# Why a stretched C–F bond breaks its spin symmetry late

## A tempting reading

In restricted Hartree–Fock theory (RHF) the two electrons of a bond share one orbital. Unrestricted Hartree–Fock (UHF) lets them take different orbitals, so it should use that freedom as soon as the electrons gain by avoiding each other. On this view, a UHF energy equal to the RHF energy means that the bond is well described by one closed-shell determinant. The stretch of the C–F bond in 1-chloro-2-fluoroethane shows otherwise.

Rigid stretch of the C–F bond in neutral, singlet 1-chloro-2-fluoroethane from its GFN2-xTB geometry, computed with PySCF 2.14.0 using RHF, broken-symmetry UHF and CASSCF (two electrons in two orbitals) in the def2-SVP basis. Spin squared refers to UHF, and the weak orbital occupation to the CASSCF natural orbitals.

| bond length (Å) | CASSCF energy over its lowest point (eV) | RHF energy over CASSCF (eV) | UHF energy under RHF (eV) | spin squared | first weak orbital occupation |
| --- | --- | --- | --- | --- | --- |
| 1.220 | 0.668 | 0.489 | 0.000 | 0.000 | 0.012 |
| 1.330 | 0.000 | 0.598 | 0.000 | 0.000 | 0.019 |
| 1.460 | 0.003 | 0.737 | 0.000 | 0.000 | 0.030 |
| 1.600 | 0.452 | 0.896 | 0.000 | 0.000 | 0.047 |
| 1.800 | 1.347 | 1.141 | 0.000 | 0.000 | 0.086 |
| 2.060 | 2.442 | 1.518 | 0.508 | 0.636 | 0.177 |
| 2.390 | 3.376 | 2.164 | 1.776 | 0.902 | 0.376 |
| 2.930 | 3.956 | 3.485 | 3.561 | 0.995 | 0.713 |
| 3.720 | 4.090 | 5.042 | 5.219 | 1.012 | 0.930 |

Up to 1.80 Å, UHF gives the RHF energy and a spin squared of zero. Yet at 1.80 Å RHF already lies 1.141 eV above CASSCF, which here treats two electrons in two active orbitals. The first weak orbital, nearly empty at short bond lengths, holds 0.086 electrons by then. Correlation therefore grows well before UHF responds to it.

## Mixing without a threshold

Take the active pair to be the bonding orbital σ and the antibonding orbital σ\* of the C–F bond. The smooth rise of the weak occupation towards one supports this assignment. RHF keeps both electrons in σ. That configuration places them on the same fragment too often, and the fault becomes severe when the fragments separate.

CASSCF repairs this by mixing in the configuration with both electrons in σ\*, with the opposite sign. The admixture removes part of the ionic character and keeps the electrons apart. Let t be the size of its amplitude relative to that of σ², K the coupling between the two configurations, and D their energy gap. For fixed orbitals the two-state problem gives

- energy lowering = K t
- D/K = 1/t − t

Any non-zero coupling produces some mixing, so there is no threshold. As the bond stretches, σ and σ\* approach each other in energy, D shrinks relative to K, and t rises.

The weak occupation w measures the same mixing, because w = 2t²/(1 + t²), or t = √(w/(2 − w)). Occupation depends on the square of the amplitude, whereas energy depends on its first power. This is why a weak occupation of only 0.019 at 1.33 Å goes with a gap of 0.598 eV. A nearly empty orbital can matter a good deal for the energy.

The table bears this out approximately. From the shortest to the longest bond, t grows twelvefold and the gap between RHF and CASSCF about tenfold. The gap divided by t stays between 4.5 and 6.3 eV, while the gap divided by w varies by a factor of eight. The quotient is only an effective coupling, since RHF and CASSCF also optimise their orbitals separately.

## Why UHF has to wait

UHF has a single determinant and cannot add the second configuration on its own. It can only move the two electrons into different orbitals, one leaning towards fluorine and the other towards carbon. This reduces their repulsion but also weakens the bond, and it mixes triplet character into the singlet. The change pays only when the saving in repulsion exceeds the loss of bonding.

A model with two equal sites makes the balance explicit. Let h be the strength with which an electron hops between the sites, U the repulsion of two electrons on one site, and q the overlap of the two UHF orbitals. Apart from a constant, the energy is

E(q) = −2hq + Uq²/2

The first term is bonding and the second is repulsion. The minimum lies at q = 2h/U, but an overlap cannot exceed one. While 2h is larger than U, the best choice is therefore q = 1, which is the RHF solution. Once hopping has weakened enough, q falls below one and spin symmetry breaks. This is the Coulson–Fischer point.

The same model has D = 4h and K = U/2, which links UHF to the CASSCF mixing:

- q = D/(4K), with one as its upper limit
- spin squared = 1 − q²
- energy of UHF under RHF = K(1 − q)²

Symmetry breaking thus begins at D/K = 4, where the weak occupation is about 0.11. In the table the last unbroken row has 0.086 and the first broken one 0.177, so the predicted onset falls in the right interval. Linear interpolation of the occupation places it near 1.86 Å. The computed rows place the onset only between 1.80 and 2.06 Å, and even that assumes that UHF found its lowest solution at 1.80 Å.

## One row worked through

At 2.39 Å the weak occupation is 0.376. The model then gives

- t = √(0.376/(2 − 0.376)) = 0.48
- D/K = 1/0.48 − 0.48 = 1.6
- q = 1.6/4 = 0.40
- spin squared = 1 − 0.40² = 0.84

The UHF calculation gives 0.902. The model has no adjustable constant, so this row did not help to set it; its only input is the CASSCF occupation.

The energy can be tested in the same way. UHF should recover the share (1 − q)²/t of the gap between RHF and CASSCF, which is 0.60²/0.48 = 0.75. The computed share is 1.776/2.164 = 0.82. Two-site physics therefore accounts for most of what UHF gains here.

The model does worst just after the onset. At 2.06 Å it gives a spin squared of 0.48, against a computed 0.636. It gives too little symmetry breaking there: the computed UHF solution has already moved further from RHF than two equal sites with the same weak occupation would. The polarity of the C–F bond and the response of the other electrons are plausible reasons, but their separate effects have not been tested.

## When UHF falls below CASSCF

At 2.93 and 3.72 Å, UHF recovers more than the whole gap. It ends 0.08 and 0.18 eV below CASSCF, although CASSCF has the more flexible description of the bonding pair. This does not violate the variational principle. CASSCF keeps every other electron pair in a shared orbital, whereas UHF may give spin-up and spin-down electrons different orbitals throughout the molecule.

The last row carries a sign of this extra freedom. If only the bonding pair had separated, spin squared could not exceed one, because it would equal 1 − q². The computed value is 1.012, so other pairs must have split slightly as well. Such spin polarisation is normal near an unpaired electron, and it is the natural explanation of the lower UHF energy.

A lower energy does not make UHF the better singlet. With spin squared near one, its determinant is roughly an equal mixture of singlet and triplet. That matters little for the energy of two distant fragments, whose spins hardly interact. It matters more at intermediate lengths, where singlet and triplet still differ in energy.

## What this does to the curves

From 1.33 to 3.72 Å the energy rises by 8.5 eV in RHF, 4.1 eV in CASSCF and 3.3 eV in UHF. The RHF rise is far too steep because the unwanted ionic part remains as the bond breaks. The UHF rise is smaller than that of CASSCF for two reasons. UHF lacks 0.598 eV of correlation at the start, and it lies 0.177 eV lower at the end.

None of these rises is a bond dissociation energy. The carbon fragment is frozen in its original shape, the basis is small, and two active orbitals leave out most of the correlation due to the rapid mutual avoidance of electrons. The separation is also not quite complete, since CASSCF still climbs by 0.13 eV over the last step. At the other end, the CASSCF energies at 1.33 and 1.46 Å differ by only 0.003 eV, because these points lie on opposite sides of the minimum.

## Carrying the argument to another bond

For the C–Cl bond of the same molecule, the useful quantity is again hopping compared with repulsion, rather than length alone. Chlorine's valence orbitals reach further out, so a comparable loss of overlap should require a longer bond. Two electrons in these larger orbitals also repel each other less, so hopping must weaken further before the symmetry breaks. The argument therefore places the UHF onset at a larger distance, but at a similar weak occupation if the two-site picture holds equally well.

For either bond, a spin squared of zero does not show that one closed-shell determinant is enough. UHF may not have reached its threshold, or a run started from equal spin-up and spin-down orbitals may have stayed on the RHF solution beyond it. A stability test can tell these cases apart. The weak occupation tells how far the mixing has already gone.
